### How much does the arrangement of the atoms matter?

All six structures have the same composition, so their energies differ only through the placing of atoms and electrons.

Six forms of Cd<sub>4</sub>Se<sub>3</sub>, computed with Ansatz 0.2.0 using the PBE functional without dispersion correction, scalar-relativistic PAW and a plane-wave cutoff of 420 eV. Cell and atoms were relaxed without spin polarisation, keeping the symmetry of each starting structure.

| space group number | found from | atoms in cell | volume per atom (Å³) | closest atoms (Å) | energy over the lowest form listed (meV/atom) |
| --- | --- | --- | --- | --- | --- |
| 156 | search | 7 | 29.86 | 2.660 | 0 |
| 164 | search | 7 | 25.72 | 2.710 | 5 |
| 160 | search | 7 | 29.53 | 2.550 | 19 |
| 215 | search | 7 | 27.77 | 2.680 | 79 |
| 65 | search | 7 | 26.75 | 2.720 | 109 |
| 221 | search | 7 | 26.68 | 2.860 | 148 |

That placing is worth about 0.15 eV per atom from the lowest form to the highest, or roughly 1 eV per formula unit. The three lowest forms, named here by their space group numbers 156, 164 and 160, lie within about 20 meV per atom of each other. The other three lie clearly higher.

### What is awkward about this composition?

Each cadmium atom has two valence electrons to give, and each selenium atom takes two. Four Cd therefore offer eight electrons while three Se accept six, and two are left over. In CdSe itself the count closes exactly. The surplus pair has to go into a bond between cadmium atoms, into a state at an empty selenium site, or into the conduction band, which usually costs the most.

### Why might the layered forms lie low?

Forms 156 and 164 were both built with a place for the surplus. Form 156 started as slabs of CdSe with an extra cadmium layer between them, so that most of the crystal could keep the bonding of CdSe. Form 164 started with pairs of cadmium atoms, whose shared bond can hold the two electrons. The low energies fit this picture, but the bands of both forms overlap slightly, and a pair held firmly in a bond would normally leave a gap. Form 160 does have a gap, so all its electrons, the surplus pair included, lie below the empty bands, and yet its energy is higher. A place for the pair is thus not enough to explain the order; the bonding in the rest of the crystal must count as well. Neither the charge density nor the survival of the cadmium pairs was checked, so where the electrons sit remains an argument from chemistry.

### Why is the rocksalt-like form so much higher than the zincblende-like one?

Forms 221 and 215 make a useful pair, because each is the cubic pattern it is named after with one selenium in four missing. The rocksalt-like form 221 lies 69 meV per atom above the zincblende-like form 215, although it is 4 % denser. At ordinary pressure CdSe prefers four neighbours around each atom, as in zincblende, to the six of rocksalt, and the order agrees with that. The missing atoms make this a loose guide, though, because only selenium keeps the full count in both forms. Each cadmium in 215 has three selenium neighbours left, while in 221 one cadmium in four keeps six and the others have four in a square. Symmetry also fixes every atom of 221 in place, whereas the cadmium atoms of 215 can shift towards the empty site. The electrons differ too: the bands of 221 overlap by about 1.8 eV, whereas 215 has a small gap. These causes act together here, and this comparison does not separate them.

### What does an imposed symmetry cost?

A relaxation keeps the symmetry it starts with, even when a less regular arrangement would be lower. When the atoms of form 215 were displaced at random and relaxed again, they settled into form 160. This lowered the energy by 60 meV per atom, expanded the cell by 6 % and widened the gap from about 0.3 to 1.1 eV. Form 215 is therefore no separate polymorph to look for, but a structure held up by its symmetry, or at best a very shallow minimum.

No such test is reported for the other four forms. A gain of the same size would be enough to put 221 below the present energy of 65, which is 39 meV per atom lower. The order of the high forms is thus provisional.

### Can the lowest form be picked out by its density or its gap?

Neither works. Form 164 is the densest of the six and form 156 the least dense, yet they are the two lowest. Both have slightly overlapping bands, while the form with the widest gap, 160, comes third. Overlaps of 0.1 to 0.2 eV do not prove a metal either, since PBE makes gaps too small.

### Is 156 really below 164?

The calculation cannot decide. The two differ by 5 meV per atom, and energies of metals are good to about 4 meV per atom at these settings. Dispersion forces are also left out. They generally favour the denser crystal, and 164 takes up 14 % less volume, so including them could reverse the order.

### Would the lowest form last?

The natural competitor is a mixture of ordinary CdSe and cadmium metal:

$$\mathrm{Cd_4Se_3 \rightarrow 3\,CdSe + Cd}$$

Six of the seven atoms end up in CdSe, and the metal counts as zero. If $h$ is the formation energy of CdSe per atom, the mixture lies at $\tfrac{6}{7}h$. The lowest form lies at −0.423 eV per atom, so it breaks even at $h = \tfrac{7}{6}\times(-0.423) \approx -0.49$ eV per atom.

The measured value, roughly recalled, is near −0.7 eV per atom. That puts the mixture at about −0.6 and leaves the best Cd<sub>4</sub>Se<sub>3</sub> form some 0.2 eV per atom too high. The estimate sets a measured heat against a PBE energy, so its size is rough. PBE often binds such compounds too weakly, and if it does so here, the true distance is smaller. CdSe computed at the same settings would be the proper test. If the estimate holds, surplus cadmium of this amount is driven to separate as metal, though how fast is a different matter. The differences and the estimate are printed below; no model was fitted to the rows.

Numerical output:

```
Energies and gaps:
  row  over lowest in eV per formula unit  formation energy in eV/atom  band gap in eV (negative is overlap)
  156                                   0                       -0.423                                 -0.16
  164                               0.035                       -0.418                                -0.122
  160                               0.133                       -0.404                                 1.051
  215                               0.553                       -0.344                                 0.316
   65                               0.763                       -0.314                                -0.308
  221                               1.036                       -0.275                                -1.831
Valence electrons left over per formula unit: 2
Volume of 164 below that of 156 in percent: 13.86
Energy of 215 above 160 in meV/atom: 60
Energy of 215 above 160 in eV per cell: 0.42
Volume of 160 above that of 215 in percent: 6.338
Energy of 221 above 215 in meV/atom: 69
Volume of 221 below that of 215 in percent: 3.925
Half the cube edge of 221 in angstrom: 2.858
Rank correlation of energy and volume over all six rows: -0.4286
CdSe formation energy at break-even in eV/atom: -0.4935
Rough energy of 3 CdSe + Cd in eV/atom: -0.6
Rough height of the lowest form above 3 CdSe + Cd in eV/atom: 0.177
```
